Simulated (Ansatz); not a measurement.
# Exchange couplings of CuSe2O5 against Cu–Cu distance from PBEsol+U: one strong chain coupling and a missing interchain shell

The usual rule of thumb is that exchange in an insulator dies off with distance, so the nearest shells settle the magnetic order. CuSe2O5 obeys the first half only roughly and the second half only along one direction. This matters when a spin model is cut to a few couplings: a cut by distance can keep a negligible pair and drop one that fixes the order.

We compare eleven Cu–Cu shells between 4.00 and 9.74 Å, calculated with PBEsol and a U of 6 eV on Cu. Each $J$ is measured in the calculated antiferromagnetic state, and a positive value favours parallel moments. Values quoted below are for constrained moments unless the rigid set is named.

## Method

One system, CuSe2O5 (C2/c), in the lowest of the collinear states that were tried (antiferromagnetic, 16 atom(s), 2 counted as magnetic, largest moment 0.61 muB), from measured cells of the Crystallography Open Database (measured order: antiferro k=(1,0,0) (arxiv:1302.0719)). Ansatz 0.2.0, plane waves with its default PAW datasets, cutoff 420 eV, collinear spins without spin-orbit coupling, Fermi-Dirac smearing of 0.05 eV. The k mesh is 8×8×4 and the sums for the couplings run over 8×8×6. Functional: PBEsol, Dudarev U (eV) Cu 6. The couplings are taken at constrained moments: the directions are held and the rest of the density and field relaxes in linear response. A second set comes from the magnetic force theorem at rigid moments: each moment turns with its exchange field frozen. The mean-field temperature from all couplings of the first set is 103 K. Shells are pairs of one length, elements and relative sign; shells whose pairs differ much, and those beyond half the range that the mesh resolves, are left out. By the count of bands on its mesh the state is insulating, with a gap of 1.46 eV.

Notes on method and selection:

- J is defined by E = -sum over ordered pairs (each pair twice) of J e_i.e_j with unit vectors e, a classical Heisenberg model without biquadratic or multi-spin terms, so J > 0 favours parallel moments and the moment's size is inside J.
- The state is the lowest of a few collinear starts and need not be the true ground state; spin-orbit coupling is left out.
- Far couplings are the most sensitive to the k mesh.
- Couplings at rigid moments can miss in size and sometimes in sign.
- its own couplings prefer another order, at q = (-0.5, -0.5, 0) of this cell, to which the mean-field value belongs
- Ansatz's own search for a lower self-consistent state was switched off in some of these runs and left at its default in others, so a run may rest in a state that is not the lowest for its pattern of moments.
- In insulators under a U, antiferromagnetic superexchange from these couplings can differ by one to four tenths from that of total energies at the same settings (constrained couplings mostly lie weaker), so a match with experiment does not fix U.
- Runs whose couplings were flagged as in doubt, moved by over 30 per cent with the upper empty bands, lost their pattern of moments or rest on unlike orbital states are not listed.
- For crystals with 4f or 5f elements only couplings at constrained moments are used, since rigid ones can be several times too large.
- Runs that did not converge, have known faults or may not be shown are not listed, and runs on Ansatz's PAW sets soft_1 and soft_2 are kept to separate tables.

Columns:

- distance (Å): distance of the pair.
- neighbours: such neighbours per magnetic atom.
- pair: elements and relative sign of the two moments in this state.
- J, constrained (meV): mean J of the shell at constrained moments.
- J, rigid (meV): mean J of the same pairs at rigid moments.
- part in mean field (meV): J times neighbours times the relative sign, first set: the shell's part in the mean field that holds this state (negative: it works against the state).

Input lines of one member:

```
magnetization:
  spin_polarized: true
kpoints:
  mp_grid: { grid: [8, 8, 4] }
  band_path:
    path:
      - [0.0, 0.0, 0.0]
      - [0.5, 0.0, 0.0]
      - [0.5, 0.5, 0.0]
      - [0.0, 0.0, 0.0]
      - [0.0, 0.0, 0.5]
      - [0.5, 0.5, 0.5]
      - [0.0, 0.5, 0.0]
    npoints: 11
hamiltonian:
  xc: pbesol
  hubbard:
    sites: [{ species: Cu, l: d, u_eff: 6.0, starting_ns: occupation_matrices }]
    projectors: ortho-atomic
scf:
  occupations: { method: fermi_dirac, width: 0.05 }
  lower_state_search: "off"
output:
  write_bands: true
  eigenstates:
    nscf_kmesh: { grid: [8, 8, 6] }
    top_band: c162
    exchange_couplings: { magnetic: [{ species: Cu }] }
```

Command (options for logging and memory left out): `ansatz run input.yaml`

## The series

| member | distance (Å) | neighbours | pair | J, constrained (meV) | J, rigid (meV) | part in mean field (meV) |
| --- | --- | --- | --- | --- | --- | --- |
| Cu–Cu at 4.00 Å, opposed | 4.00 | 2 | Cu–Cu, opposed | −5.96526 | −5.7364 | 11.9305 |
| Cu–Cu at 4.87 Å | 4.87 | 2 | Cu–Cu, parallel | 0.01305 | 0.0140 | 0.0261 |
| Cu–Cu at 6.30 Å, opposed | 6.30 | 4 | Cu–Cu, opposed | −0.01983 | −0.0241 | 0.0793 |
| Cu–Cu at 6.46 Å, opposed | 6.46 | 4 | Cu–Cu, opposed | −0.00902 | −0.0184 | 0.0361 |
| Cu–Cu at 7.99 Å | 7.99 | 2 | Cu–Cu, parallel | 0.11587 | 0.1482 | 0.2317 |
| Cu–Cu at 8.43 Å | 8.43 | 4 | Cu–Cu, parallel | −0.00629 | −0.0058 | −0.0252 |
| Cu–Cu at 8.87 Å, opposed | 8.87 | 4 | Cu–Cu, opposed | 0.00881 | 0.0113 | −0.0352 |
| Cu–Cu at 9.36 Å | 9.36 | 4 | Cu–Cu, parallel | −0.00562 | −0.0079 | −0.0225 |
| Cu–Cu at 9.44 Å, opposed | 9.44 | 4 | Cu–Cu, opposed | −0.00417 | −0.0044 | 0.0167 |
| Cu–Cu at 9.58 Å | 9.58 | 4 | Cu–Cu, parallel | −0.00011 | −0.0001 | −0.0004 |
| Cu–Cu at 9.74 Å | 9.74 | 2 | Cu–Cu, parallel | −0.00008 | −0.0001 | −0.0002 |

## The trend and its physics

The coupling at 4.00 Å is −5.97 meV, and no other listed shell comes near it. The next in size, at 7.99 Å, is weaker by 5.96526 / 0.11587 = 51 and has the opposite sign. Beyond 8 Å every listed coupling is below 0.01 meV in size. The sign changes six times down the table, so distance alone fixes neither sign nor size.

The 4.00 Å pairs form chains, in which Cu ions are linked through oxygen and selenium. Each Cu²⁺ has one half-filled d orbital, and virtual hopping $t$ between neighbours lowers the energy only if their moments are opposed. The 7.99 Å pair is the second neighbour on the same chain. In a one-band model of an evenly spaced chain with antiparallel neighbours, spin splitting $\Delta$ and frozen exchange fields, the leading terms (second order in $t$ for the first neighbour, fourth for the second) are

$$J_1 \approx -\frac{t^2}{2\Delta}, \qquad J_2 \approx -3\,\frac{t^2}{\Delta^2}\,J_1 .$$

The second coupling is therefore positive and small, as found. Eliminating $t$ gives $\Delta = 6J_1^2/J_2$. With the rigid couplings this is 6 × 5.7364² / 0.1482 = 1330 meV, close to the calculated gap of 1.46 eV; in the model the gap equals $\Delta$. This is consistent with such an origin but does not prove it, since the model leaves out the oxygen and selenium states.

The order between chains is another matter. The mean-field temperature follows from $k_BT = \tfrac{2}{3}\sum J$, with each $J$ signed by the order and $k_B$ = 0.0862 meV/K. The stated 103 K thus needs 1.5 × 0.0862 × 103 = 13.3 meV. If every listed shell were fully satisfied, the parts would add up to only 11.9305 + 0.0261 + 0.0793 + 0.0361 + 0.2317 + 0.0252 + 0.0352 + 0.0225 + 0.0167 + 0.0004 + 0.0002 = 12.4 meV. At least 0.9 meV must come from shells left out of the table, about four times the part of the 7.99 Å shell.

The 103 K belongs to an order that reverses the moments joined by the C-centring translation and leaves each chain as it is. This is the measured propagation vector, k = (1,0,0), written in the primitive cell. The 4.00 Å shell therefore decides the order within a chain, and an unlisted antiferromagnetic coupling most likely decides how the chains are stacked.

## Exceptions

The 4.87 Å shell is the clearest exception to decay with distance. It is the second shortest listed, yet its 0.013 meV is about nine times smaller than the coupling at 7.99 Å. A likely reason is that the half-filled orbitals of these two Cu ions share no effective bridge, since such an orbital points at its four close oxygen neighbours and has little weight elsewhere. Small contributions of opposite sign may also cancel.

The most telling absence is the shell joined by the centring translation. Its pairs are parallel in the calculated state and opposed in the preferred one, which makes it the likeliest source of the missing 0.9 meV. Symmetry allows two different couplings at this one length, and shells whose pairs differ much are not listed.

The values at 9.58 and 9.74 Å, near 0.0001 meV, are zero for any practical purpose, and their signs carry no meaning.

## Applications

**How much of the mean-field temperature comes from a single chain?**
The two chain shells contribute 11.9305 + 0.2317 = 12.16 meV. This corresponds to 2 × 12.16 / (3 × 0.0862) = 94 K, or 94 / 103 = 0.91 of the full value. A chain model reproduces the energy scale well, but it contains nothing that could align one chain with the next.

**What happens if the 4.00 Å coupling is 10 per cent weaker?**
Its part in the mean field falls by 0.10 × 11.93 = 1.19 meV. The temperature drops by 2 × 1.19 / (3 × 0.0862) = 9 K, from 103 to about 94 K. The stacking preference is unchanged, because the chain part is the same in both orders.

**Will the couplings at rigid moments do?**
For the main chain coupling they will: 5.7364 / 5.96526 = 0.96, a difference of 4 per cent. At 7.99 Å the rigid value is larger by 0.1482 / 0.11587 = 1.28, and at 6.46 Å by 0.0184 / 0.00902 = 2.0. All eleven signs agree. The rigid set is thus adequate for the main chain coupling, while for the weaker shells it gives the sign and mostly the size to within a third, with 6.46 Å as the main exception.

## What to take away

Within the listed range, CuSe2O5 is a chain magnet with one dominant antiferromagnetic coupling. A spin model should keep the 4.00 Å shell and the unlisted interchain coupling before any of the other short contacts.

The couplings were taken from a state that they themselves do not favour, so the weak ones could shift somewhat in the preferred order. A larger U would weaken the antiferromagnetic superexchange. Total energies at the same settings would mostly give a stronger one, by one to four tenths. Mean-field theory also neglects fluctuations, which are severe in spin-half chains, so for given couplings the true ordering temperature lies well below the mean-field value. Spin-orbit coupling is left out, and with it the preferred direction of the moments.

[Logs are printed without paths, hosts, clocks, repeated set-up lines and the standing remarks that a program may print on its own settings, such as how far it seeks lower states.]
